Dimer curvature, rotation angle and finite-difference error

Statement

Conventions: V(R) is the potential energy in Cartesian configuration space (eV, Å), F = −∇V, H is the Hessian at the midpoint R0, and N is a unit vector. The dimer (Henkelman and Jónsson, 1999) has images R1 = R0 + dR N and R2 = R0 − dR N. Vn is the n-th derivative of f(t) = V(R0 + tN) at t = 0, so V2 = N·H·N.

(a) Central curvature: C = (F2 − F1)·N/(2 dR) = V2 + V4 dR²/6 + O(dR⁴).
(b) One-sided curvature with the midpoint force: C1 = (F0 − F1)·N/dR = V2 + V3 dR/2 + V4 dR²/6 + O(dR³).
(c) For N(φ) = N cos φ + Θ sin φ, with Θ a unit vector normal to N, the Rayleigh quotient is c0 + a1 cos 2φ + b1 sin 2φ. Its extrema obey tan 2φ = b1/a1; the minimum, c0 − √(a1² + b1²), is the root with (cos 2φ, sin 2φ) parallel to (−a1, −b1), and the maximum lies 90° away.
(d) For independent force noise of zero mean and rms s per component, the rms error of C is least at dR = (3s/|V4|)^(1/3) and that of C1 at dR = (2√2 s/|V3|)^(1/2), to leading order and for nonzero V4 or V3.

Proof

Since F·N = −f′, C = [f′(dR) − f′(−dR)]/(2 dR) and C1 = [f′(dR) − f′(0)]/dR. These are the averages of f″ over [−dR, dR] and over [0, dR]. Inserting f″(t) = V2 + V3 t + V4 t²/2 + …, the odd terms average to zero on the symmetric interval only, which gives (a) and (b).

For (c), expanding N(φ)·H·N(φ) gives c0 = (HNN + HΘΘ)/2, a1 = (HNN − HΘΘ)/2, b1 = HNΘ, with HNΘ = N·H·Θ and so on. The perpendicular force supplies b1 ≈ (F2 − F1)·Θ/(2 dR), and one trial rotation φ1 supplies a1 = [C(0) − C(φ1) + b1 sin 2φ1]/(1 − cos 2φ1). The derivative −2a1 sin 2φ + 2b1 cos 2φ vanishes at tan 2φ = b1/a1. The minimum is the lower eigenvalue of H projected on the plane; repeated rotations in new planes descend towards the lowest eigenvalue of H.

For (d), two noisy forces give noise s/(√2 dR) in C and √2 s/dR in C1. Minimising (V4 dR²/6)² + s²/(2 dR²) gives dR⁶ = 9s²/V4² and rms error √3 s/(2 dR). Minimising (V3 dR/2)² + 2s²/dR² gives dR⁴ = 8s²/V3² and rms error (√2 s|V3|)^(1/2).

Model: Pt heptamer on Pt(111)

The compact seven-atom island slides rigidly over a frozen surface. With u the shift of each atom from the bridge site along fcc → hcp, y the transverse shift and a the nearest-neighbour distance, the shortest surface reciprocal vectors give

V = D[cos(4θ − θ*) − 2 cos(2θ + θ*) cos η], θ = πu/(√3 a), η = 2πy/a.

On η = 0, dV/dθ = −8D cos 3θ sin(θ − θ*): minima at θ = −30° (fcc) and +30° (hcp), saddle at θ*. A step t along the normalised collective vector moves each atom by t/√7, so θ changes by κt with κ = π/(√21 a). At the saddle

V2 = −8Dκ² cos 3θ*, V3 = 48Dκ³ sin 3θ*, V4 = 224Dκ⁴ cos 3θ*,

and the transverse curvature is −3V2.

Inputs: a = 2.77 Å (typical), D = 1.5 eV, θ* = 5°, s = 0.002 eV/Å (illustrative). D and θ* were chosen to reproduce typical magnitudes, a barrier near 1 eV and an hcp penalty near 0.1 eV per atom: the barrier is D[3 cos(60° − θ*) − cos 3θ*] = 1.13 eV and hcp lies 3√3 D sin θ* = 0.68 eV above fcc. Then κ = 0.2475 Å⁻¹, V2 = −0.7100 eV/Å², V3 = 0.2825 eV/Å³ (N towards hcp), V4 = 1.218 eV/Å⁴, transverse curvature 2.130 eV/Å².

Rotation: for N turned 30° off the path and Θ pointing further away, c0 = 0.710, a1 = −0.710, b1 = 1.230 eV/Å². The roots are φ = −30° (minimum, V2) and 60° (maximum).

A wrong attempt

The following argument is wrong.

W1. R0 is a saddle, N points towards hcp, and F0 is known already.
W2. Save a force call by setting F2 = 2F0 − F1; the formula (F2 − F1)·N/(2 dR) is unchanged, so (a) and its noise estimate still apply.
W3. The best separation is (3s/V4)^(1/3) = 0.170 Å, or 0.064 Å per atom. Bias V4 dR²/6 = 0.0059, noise 0.0083, rms error 0.0102 eV/Å².
W4. The model forces give −0.6802, so C = −0.680 ± 0.010 eV/Å² (wrong).

Symptom

N·H·N is even in N, and so is C, because reversing N only swaps the images. The noise-free model value of the quantity used in W4 is −8Dκ cos(3θ* ± 3κ dR) sin(κ dR)/dR for ±N. In eV/Å²:

dR (Å)    +N         −N         gap       true central
0.170     −0.6802    −0.7281    0.0479    −0.7041
0.085     −0.6965    −0.7205    0.0240    −0.7085

Turning the dimer end over end changes the answer by almost five times the claimed error, and halving dR divides the gap by 2.0, whereas the departure of the central value from V2 (0.0059, then 0.0015) falls by 4.0. A quantity that differs at φ and φ + 180° cannot have the form (c): it holds harmonics φ and 3φ at order dR.

The faulty line

W2. Substitution gives F2 − F1 = 2(F0 − F1), so the expression is C1. The true F2·N is (2F0 − F1)·N − V3 dR² + O(dR⁴); the dropped term, divided by 2 dR, is the bias V3 dR/2. An O(dR²) error in a force is an O(dR) error in a curvature. The invented F2 also carries the noise of F1 with opposite sign, so the noise doubles. W3 then takes the wrong exponent for dR.

Mended calculation

Evaluate F2. The central value, the mean of the two one-sided values, is −0.7041 at dR = 0.170 Å, and W3 holds for it: C = −0.704 ± 0.010 eV/Å², which covers V2. Without noise, the extrapolation [4C(dR/2) − C(dR)]/3 returns −0.7100.

If the force call must be saved, use the one-sided rule: dR = (2√2 s/V3)^(1/2) = 0.14 Å with leading rms error 0.028 eV/Å². There the neglected term V4 dR²/6 = 0.0040 is a fifth of V3 dR/2 = 0.0198, and the full rms error is 0.031 for +N and 0.026 for −N. The gap between +N and −N estimates V3 dR: 0.0479 against 0.0480.

Size of the error

All figures are the model's. At dR = 0.170 Å the overlooked term is V3 dR/2 = 0.0240 eV/Å², or 3κ dR tan 3θ* = 3.4 % of |V2|. The total bias is +0.0298 (4.2 %) for +N and −0.0181 (2.5 %) for −N. With the true noise 0.0166, the rms error for +N is 0.0341 eV/Å², 4.8 % against the claimed 1.4 %. At a typical dR = 0.01 Å the linear bias is only 0.0014 eV/Å² (0.2 %), harmless with analytic forces, but the noise assumed here would then be 0.28 eV/Å².

The imaginary wavenumber √(|C|/m)/(2πc), with m = 195.08 u, is 31.5 cm⁻¹ from V2 and 30.8 cm⁻¹ from W4, 2.1 % low. The mode is soft beside the 167 cm⁻¹ that corresponds to the compiled Debye temperature of 240 K (Wikipedia). The harmonic transition-state (Vineyard) prefactor omits the unstable mode, and the Wigner tunnelling term (ħω/kBT)²/24 = 9.5×10⁻⁴ at 300 K shifts by 4×10⁻⁵, so the rate is untouched.

The search is more exposed. The dimer changes its translation rule where the curvature changes sign, and since C1 averages f″ over [0, dR], that point moves by about dR/2 = 0.085 Å, in opposite directions for N and −N. The orientation is biased as well. Rotation stops when the estimated H·N has no component along Θ, and the one-sided estimate adds (dR/2) T(N,N), with T the third-derivative tensor. Near eigenvectors e1, e2 with eigenvalues λ1 < λ2, the exact component at angle δ is (λ2 − λ1)δ, so δ = −dR T112/[2(λ2 − λ1)]. For the transverse slide T112 = 0 by the mirror y → −y; for partner modes even under that mirror, which the rigid model omits, it need not vanish. The saddle position itself is fixed by F0 = 0 and is unbiased.

The asymmetry θ* is the least secure input. Pair potentials typically make fcc and hcp nearly degenerate, so that θ* and the linear bias nearly vanish on this path. For a mode carried by a single atom on a corrugation of the same shape, κ and the relative linear bias at fixed dR are larger by √7 = 2.65.